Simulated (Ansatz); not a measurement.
# Swapping OH for Cl on Ti: the dipole moment

Gas-phase molecules. On one Ti centre that keeps NH2, n of the OH ligands are replaced by Cl. The dipole moment y in D at wB97M-V/def2-TZVPP. Shapes: PBE0-D4/def2-TZVP. Flexible molecules stand in one conformer, not always the lowest. Programs: Ansatz 0.2.0.

```
      molecule  n  y (D)
  Ti(NH2)(OH)3  0   1.47
Ti(NH2)(OH)2Cl  1   3.81
Ti(NH2)(OH)Cl2  2      ?
    Ti(NH2)Cl3  3   3.01
```

**Question.** Fit y = c + s·n to the known rows and predict Ti(NH2)(OH)Cl2.

**Answer.** 
1. Means of the 3 rows: n = 1.33333, y = 2.763.
2. Σ(Δn)² = 4.6667, Σ(Δn·Δy) = 1.7867, so the slope is 1.7867/4.6667 = 0.38286.
3. Intercept: 2.763 − (0.38286) × 1.33333 = 2.253. The largest residual of the fit is 1.17.
4. Ti(NH2)(OH)Cl2: 2.253 + (0.38286) × 2 = 3.02 D.

The run gave 2.99 D, so the prediction is off by +0.03 D, within the largest residual. The steps per swap are uneven (+2.34, -0.82, +0.02), so a line is a poor model. Dipoles add as vectors. Other levels give for Ti(NH2)(OH)Cl2: PBE-D4/def2-TZVPP 2.91; r2SCAN-D4/def2-TZVPP 2.98 D. The series isn't monotonic at this level.

The close prediction for Ti(NH2)(OH)Cl2 is fortuitous: the line misses every row it was fitted to by far more than it misses the predicted one. What the data show is a sharp rise on the first swap, a partial fall on the second and then a plateau. The n = 2 and n = 3 values differ by less than the spread between functionals for n = 2, so their order is unresolved.

Chlorine count alone cannot set the dipole, because each swap changes both the polarity of a bond and the direction of the resultant. Around a roughly tetrahedral d0 Ti(IV) centre, four similar π-donor ligands can largely cancel, and the first Cl probably upsets that balance. Each swap also removes an O–H bond dipole, whose direction depends on rotation about Ti–O. The peak at n = 1 may therefore reflect hydroxyl orientation as much as the Ti–Cl bond itself. The total moment is thus no measure of Ti–Cl bond ionicity or of the charge on Ti.
